# Invertibility of the ground-state density response by Laplace transform

**Units.** Hartree atomic units, $\hbar=m_e=1$. For the lattice model, energies are in the hopping $T$ and times in $1/T$.

**Claim** (van Leeuwen, 2001). Start from a nondegenerate ground state and switch on a scalar potential $\delta v(\mathbf r,t)$ at $t=0$. The first-order density change $\delta n(\mathbf r,t)$ then fixes $\delta v$ up to a function $c(t)$ of time alone. No Taylor expansion in time is needed, unlike in the Runge–Gross proof (1984).

## 1. Premises

- **P1.** $\hat H_0$ is self-adjoint and time independent, with fixed particle number $N$. Its ground state $|0\rangle$ is normalisable and nondegenerate. Hence $\Omega_n=E_n-E_0>0$ for all $n\neq0$. Sums over $n$ include integrals over continua. A gap is not required.
- **P2.** $\delta\hat V(t)=\int d\mathbf r\,\delta v(\mathbf r,t)\,\hat n(\mathbf r)$ with $\delta v$ real and zero for $t<0$. The system is in $|0\rangle$ at $t=0$.
- **P3.** There is a $\sigma\ge0$ with $\int_0^\infty e^{-st}\sup_{\mathbf r}|\delta v(\mathbf r,t)|\,dt<\infty$ for all real $s>\sigma$. Steps, $\sqrt t$, $e^{-1/t}$ and exponential growth are admitted.
- **P4.** In the continuum, $\sum_{\rm spin}|\Psi_0(\mathbf r_1,\dots,\mathbf r_N)|^2\neq0$ almost everywhere. This is the unique-continuation property that the Hohenberg–Kohn proof also uses. On a lattice: the occupation patterns present in $|0\rangle$ force $\sum_i w_in_i=\text{const}\Rightarrow w_i=\text{const}$.

Notation: for bounded real $w(\mathbf r)$, $\hat W=\int d\mathbf r\,w\,\hat n=\sum_{i=1}^Nw(\mathbf r_i)$, a bounded Hermitian operator. The Laplace transform is $\tilde g(s)=\int_0^\infty e^{-st}g(t)\,dt$.

## 2. First-order response

In the interaction picture, $\hat A_I(t)=e^{i\hat H_0t}\hat Ae^{-i\hat H_0t}$ and $i\partial_t|\psi_I\rangle=\delta\hat V_I|\psi_I\rangle$. One iteration gives
$$|\psi_I(t)\rangle=|0\rangle-i\int_0^tdt'\,\delta\hat V_I(t')|0\rangle+O(\delta v^2).$$
The linear part of $\langle\psi_I|\hat W_I|\psi_I\rangle$ is
$$\int d\mathbf r\,w\,\delta n(t)=-i\int_0^tdt'\,\langle0|[\hat W_I(t),\delta\hat V_I(t')]|0\rangle .\tag{1}$$
For real $w,w'$ define
$$C_{ww'}(\tau)=\langle0|\hat We^{-i(\hat H_0-E_0)\tau}\hat W'|0\rangle=\sum_nX_ne^{-i\Omega_n\tau},\qquad X_n=\langle0|\hat W|n\rangle\langle n|\hat W'|0\rangle .$$
The first ordering in the commutator is $C(t-t')$. The second is $C^*(t-t')$, because both operators are Hermitian. Since $-i(C-C^*)=2\,\mathrm{Im}\,C$,
$$\int d\mathbf r\,w\,\delta n(t)=\int_0^tdt'\;2\,\mathrm{Im}\,C_{w,\delta v(t')}(t-t').\tag{2}$$
Cauchy–Schwarz gives $|C_{ww'}|\le N^2\sup|w|\sup|w'|$ for all $\tau$.

## 3. Laplace transform

Multiply (2) by $e^{-st}$ with real $s>\sigma$, integrate over $t$, and set $t=t'+\tau$. The bound on $C$ and P3 make the double integral absolutely convergent, so the order may be exchanged. $\mathrm{Im}\,C$ is linear over the reals in its second slot, and $e^{-st'}$ is real. The $t'$ integral therefore moves into that slot:
$$\int d\mathbf r\,w\,\delta\tilde n(s)=B_s\big(w,\delta\tilde v(s)\big),\qquad B_s(w,w')=\int_0^\infty d\tau\,e^{-s\tau}\,2\,\mathrm{Im}\,C_{ww'}(\tau).\tag{3}$$
This defines the kernel through $B_s(w,w')=\iint w(\mathbf r)\,\tilde\chi(\mathbf r,\mathbf r';s)\,w'(\mathbf r')$, so $\delta\tilde n(s)=\tilde\chi(s)\,\delta\tilde v(s)$. $B_s$ exists for every $s>0$; the transform of the potential needs $s>\sigma$.

With $\int_0^\infty e^{-(s+i\Omega)\tau}d\tau=1/(s+i\Omega)=(s-i\Omega)/(s^2+\Omega^2)$,
$$B_s(w,w')=2\,\mathrm{Im}\sum_n\frac{X_n}{s+i\Omega_n}=2\sum_{n\neq0}\frac{s\,\mathrm{Im}X_n-\Omega_n\,\mathrm{Re}X_n}{s^2+\Omega_n^2}.\tag{4}$$
The exchange of sum and integral is allowed since $\sum_n|X_n|\le\|\hat W|0\rangle\|\,\|\hat W'|0\rangle\|$. The $n=0$ term drops out because $X_0$ is real and $\Omega_0=0$.

Under $w\leftrightarrow w'$, $X_n\to X_n^*$. The $\mathrm{Re}X_n$ part is symmetric and the $\mathrm{Im}X_n$ part antisymmetric. The latter may be present in a static magnetic field, but it vanishes on the diagonal, where $X_n=|\langle0|\hat W|n\rangle|^2$:
$$\boxed{B_s(w,w)=\iint w\,\tilde\chi(s)\,w=-2\sum_{n\neq0}\frac{\Omega_n\,|\langle0|\hat W|n\rangle|^2}{s^2+\Omega_n^2}\le0}\tag{5}$$
From $(s-\Omega)^2\ge0$ follows $2\Omega/(s^2+\Omega^2)\le1/s$, so
$$0\le-B_s(w,w)\le\frac{\langle\hat W^2\rangle-\langle\hat W\rangle^2}{s}.\tag{6}$$

## 4. Null space of the form

**Lemma.** For real $s>0$, $B_s(w,w)=0$ if and only if $w$ is constant in space.

*If.* For $w=c_0$, $\hat W|0\rangle=c_0N|0\rangle$, and every matrix element in (5) is zero.

*Only if.*
1. By P1 each weight $\Omega_n/(s^2+\Omega_n^2)$ is strictly positive. A vanishing sum of non-negative terms forces $\langle n|\hat W|0\rangle=0$ for all $n\neq0$. For a continuum, the spectral measure of $\hat W|0\rangle$ on $(E_0,\infty)$ must vanish.
2. By completeness, $\hat W|0\rangle=\kappa|0\rangle$ with $\kappa=\langle0|\hat W|0\rangle$.
3. $\hat W$ is multiplicative and spin independent, so $\big[\sum_iw(\mathbf r_i)-\kappa\big]\Psi_0=0$ for each spin component.
4. By P4, $\sum_iw(\mathbf r_i)=\kappa$ for almost all configurations.
5. By Fubini, for almost every fixed $(\mathbf r_2,\dots,\mathbf r_N)$ the relation $w(\mathbf r_1)=\kappa-\sum_{i\ge2}w(\mathbf r_i)$ holds for almost all $\mathbf r_1$. The right side does not depend on $\mathbf r_1$, so $w$ is constant, $w=\kappa/N$. On a lattice P4 states this step. $\square$

## 5. Return to time

Let two perturbations obeying P2 and P3 give the same $\delta n$. By linearity their difference $\delta v$ gives $\delta n=0$ for all $t\ge0$.

1. Fix real $s>\sigma$. The function $\delta\tilde v(\mathbf r,s)$ is real, because $s$ and $\delta v$ are real, and bounded by P3. It is an admissible $w$. This is why $s$ is kept real.
2. Put $w=\delta\tilde v(s)$ in (3). The left side is zero, so $B_s(w,w)=0$, and the lemma gives $\delta\tilde v(\mathbf r,s)=\tilde c(s)$.
3. Take an integrable $\varphi(\mathbf r)$ with $\int\varphi\,d\mathbf r=0$ and set $g(t)=\int\varphi\,\delta v(t)\,d\mathbf r$. Then $\tilde g(s)=\tilde c(s)\int\varphi\,d\mathbf r=0$ for all $s>\sigma$.
4. Uniqueness of the transform (Lerch's theorem). Choose $s_1>\sigma$ and $h=e^{-s_1t}g$, which is integrable. Then $\int_0^\infty e^{-kt}h\,dt=\tilde g(s_1+k)=0$ for $k=0,1,2,\dots$ Polynomials in $x=e^{-t}$ are uniformly dense in the continuous functions on $0\le x\le1$ (Weierstrass). So $h$ is orthogonal to all of them, and $g=0$ for almost all $t$.
5. Apply this to a countable dense set of zero-mean $\varphi$. For almost all $t$, $\delta v(\cdot,t)$ is orthogonal to every zero-mean function, hence constant in space.

**Theorem.** Under P1–P4, $\delta n=0$ for all $t\ge0$ if and only if $\delta v(\mathbf r,t)=c(t)$ for almost all $\mathbf r$ and $t$. The converse direction is (1) with $\delta\hat V=c(t)\hat N$, which commutes with $\hat W_I$.

## 6. Corollaries

**Constraints on $\delta n$.** Setting $w=1$ in (1) gives $\int\delta n\,d\mathbf r=0$. Also $\delta n(0)=0$. For $\delta v$ continuous at $0^+$, $\partial_t\delta n(0^+)=0$, because the equal-time commutator $[\hat W,\delta\hat V]$ of two multiplicative operators vanishes.

**Large $s$.** Inserting a complete set gives $\langle0|[\hat W,[\hat H_0,\hat W]]|0\rangle=2\sum_n\Omega_n|\langle0|\hat W|n\rangle|^2$. For smooth $w$ and multiplicative interactions only the kinetic energy contributes, and $[w,[-\tfrac12\nabla^2,w]]=|\nabla w|^2$. When the sum is finite, monotone convergence in (5) gives
$$\lim_{s\to\infty}s^2B_s(w,w)=-\langle0|[\hat W,[\hat H_0,\hat W]]|0\rangle=-\int n_0\,|\nabla w|^2\,d\mathbf r.\tag{7}$$
This is the quadratic form of $\nabla\cdot(n_0\nabla)$, the operator of the Runge–Gross proof. The inverse grows as $s^2$: recovering $\delta v$ takes two time derivatives of $\delta n$.

**Finite lattice.** On vectors with $\sum_iw_i=0$ the symmetric part of the matrix $\tilde\chi(s)$ is negative definite, and $\tilde\chi$ maps this subspace into itself. It is invertible there for each $s>0$.

**Kernel.** If a Kohn–Sham system with density $n_0$ obeys P1 and P4, the theorem holds for $\tilde\chi_s$. Then $\tilde f_{\rm Hxc}=\tilde\chi_s^{-1}-\tilde\chi^{-1}$ is defined, modulo constants, on densities in both ranges.

## 7. Range of validity

- **First order only.** The theorem concerns the derivative of $v\mapsto n$ at the ground state. It says nothing about finite perturbations.
- **Injectivity only.** In the continuum it does not say which $\delta n$ are reachable, and it gives no bound on the inverse.
- **Degenerate ground level.** Partners with $\Omega_n=0$ carry zero weight in (5). Step 2 of the lemma weakens to: $\hat W|0\rangle$ lies in the degenerate manifold.
- **Excited initial state.** Some $\Omega_n$ are negative, (5) has no fixed sign, and the argument fails.
- **P4 is independent of P1.** Two spin-up electrons on two sites have the single state $|1{\uparrow}\,2{\uparrow}\rangle$. It is nondegenerate, yet every site potential acts on it as a number, and $\tilde\chi\equiv0$.
- **Growth.** Potentials such as $e^{t^2}$ violate P3. Step 4 uses $\delta n$ on all $t\ge0$. For a finite window $[0,t_1]$ the proof as given does not apply directly.
- **Real frequencies.** At $s\to-i\omega$ the denominators become $\Omega_n^2-\omega^2$ and change sign, so $\chi(\omega)$ can have zero eigenvalues above the first excitation (Mearns and Kohn, 1987). For a single channel with two poles and strengths $K_n=2\Omega_n|\langle0|\hat W|n\rangle|^2>0$, the function $-\sum_nK_n/(s^2+\Omega_n^2)$ vanishes at $s=\pm i\omega_0$ with
$$\omega_0^2=\frac{K_1\Omega_2^2+K_2\Omega_1^2}{K_1+K_2},\qquad\Omega_1<\omega_0<\Omega_2 .$$
There is no conflict. A drive $\cos\omega_0t$ switched on at $t=0$ has $\delta\tilde v\propto s/(s^2+\omega_0^2)$. The zero cancels this pole, but the poles at $\pm i\Omega_n$ remain, so $\delta n\neq0$.

## 8. Two-electron Hubbard dimer, $U/T=4$

$$\hat H_0=-T\sum_\sigma\big(\hat c^\dagger_{1\sigma}\hat c_{2\sigma}+\text{h.c.}\big)+U\sum_{i=1,2}\hat n_{i\uparrow}\hat n_{i\downarrow},\qquad T>0,$$
with equal site energies. All numbers below are the model's.

**Spectrum.** Site densities are spin scalars, so only singlets couple to a singlet ground state. Take $|a\rangle$, $|b\rangle$ with both electrons on site 1 or 2, the covalent singlet $|\mathrm{cov}\rangle$, and $|\pm\rangle=(|a\rangle\pm|b\rangle)/\sqrt2$. Phases are chosen so that $\langle a|\hat H_0|\mathrm{cov}\rangle=\langle b|\hat H_0|\mathrm{cov}\rangle=-\sqrt2\,T$. Then $|-\rangle$ decouples with $E_1=U$, and $|+\rangle$, $|\mathrm{cov}\rangle$ form
$$\begin{pmatrix}U&-2T\\-2T&0\end{pmatrix},\qquad E_{0,2}=\tfrac U2\mp\sqrt{\tfrac{U^2}4+4T^2}.$$
At $U=4T$: $E_0=(2-2\sqrt2)T=-0.8284\,T$, $E_1=4T$, $E_2=4.8284\,T$. The triplet lies at $0>E_0$, so P1 holds. The singlet excitations are $\Omega_1=4.8284\,T$ and $\Omega_2=5.6569\,T$.

Write $|0\rangle=\alpha|+\rangle+\beta|\mathrm{cov}\rangle$. The first row gives $\alpha/\beta=2T/\Omega_1=\sqrt2-1=\tan(\pi/8)$, so $\alpha^2=0.14645$ and $\beta^2=0.85355$. P4 holds: $\alpha\neq0$ puts both $|a\rangle$ and $|b\rangle$ in $|0\rangle$, which forces $2w_1=\kappa=2w_2$.

**Response matrix.** With $\hat D=\hat n_1-\hat n_2$ we have $\hat n_{1,2}=1\pm\hat D/2$, $\hat D|+\rangle=2|-\rangle$ and $\hat D|\mathrm{cov}\rangle=0$. Thus $\langle1|\hat n_{1,2}|0\rangle=\pm\alpha$ and $\langle2|\hat n_i|0\rangle=0$. Equation (4) gives
$$\tilde\chi(s)=\frac{\lambda(s)}2\begin{pmatrix}1&-1\\-1&1\end{pmatrix},\qquad\lambda(s)=-\frac K{s^2+\Omega_1^2},\qquad K=4\alpha^2\Omega_1=2\sqrt2\,T=2.8284\,T,$$
with $\Omega_1^2=23.314\,T^2$. The eigenvalues are $0$ on $(1,1)$, the gauge $c(t)$, and $\lambda(s)<0$ on $(1,-1)$. One pole means no zero at any frequency. The lattice form of (7) fixes $K$: $[\hat D,[\hat D,\hat H_{\rm kin}]]=4\hat H_{\rm kin}$ gives $2K=-4\langle\hat H_{\rm kin}\rangle$, and $\langle\hat H_{\rm kin}\rangle=-4T\alpha\beta=-1.4142\,T$.

| $s/T$ | $0^+$ | 1 | 5 | 10 |
|---|---|---|---|---|
| $T\lambda(s)$ | $-0.12132$ | $-0.11633$ | $-0.05854$ | $-0.02294$ |

At $s=10T$, $s^2\lambda=-2.294\,T$, on its way to $-K$. For $w=(1,-1)$, $B_s=2\lambda$ and the variance of $\hat D$ is $4\alpha^2$. At $s=5T$, near $\Omega_1$, bound (6) is almost saturated: $0.11709/T\le0.11716/T$.

**Inverse.** Let $\delta u=\delta v_1-\delta v_2$ and $\delta D=\delta n_1-\delta n_2$. Then $\delta\tilde D=\lambda\,\delta\tilde u$. With $\delta D(0)=\partial_t\delta D(0)=0$, $s^2\delta\tilde D$ is the transform of $\partial_t^2\delta D$, so
$$\delta u(t)=-\frac1K\big[\partial_t^2\,\delta D+\Omega_1^2\,\delta D\big].\tag{8}$$
The mean $(\delta v_1+\delta v_2)/2$ stays free.

**Step switch-on.** Take $\delta u=u_0$ for $t>0$, $u_0=0.05\,T$. Solving (8),
$$\delta D(t)=\lambda(0)\,u_0\,(1-\cos\Omega_1t).$$
Its transform at $s=T$ is $-0.005817/T$. Division by $\lambda(T)$ returns $\delta\tilde u=0.0500=u_0/s$. The first extremum is at $t=\pi/\Omega_1=0.6506/T$, with $\delta D=-0.012132$.

**Neglected orders.** Site exchange makes $\langle\hat D\rangle$ odd in $u_0$, so the first correction is cubic. Exact propagation with $\hat H_0+u_0\hat D/2$ gives $-0.012133$ at that time, a relative departure of $4.8\times10^{-5}$. The departure grows with time. The couplings are $u_0\alpha$ between states 0 and 1 and $u_0\beta$ between 1 and 2, so second-order level shifts give
$$\delta\Omega_1=u_0^2\Big[\frac{2\alpha^2}{\Omega_1}-\frac{\beta^2}{E_2-E_1}\Big]=-0.97\,\frac{u_0^2}{T}=-0.0024\,T.$$
The linear result is out of phase by one radian after $1/|\delta\Omega_1|\approx4\times10^2/T$.

**Kernel.** The Kohn–Sham dimer with the same density is the $U=0$ case: $\Omega_s=2T$, $\alpha_s^2=\tfrac12$, $K_s=4T$. Defining $\delta\tilde u_{\rm Hxc}=f\,\delta\tilde D$,
$$f(s)=\lambda_s^{-1}-\lambda^{-1}=\frac{s^2+\Omega_1^2}K-\frac{s^2+4T^2}{4T}=7.243\,T+0.1036\,\frac{s^2}T .$$
The model's kernel is finite for every real $s>0$. Its $s^2$ term survives because on the lattice the limit (7) is set by the kinetic energy, which differs between the interacting and Kohn–Sham dimers at equal density.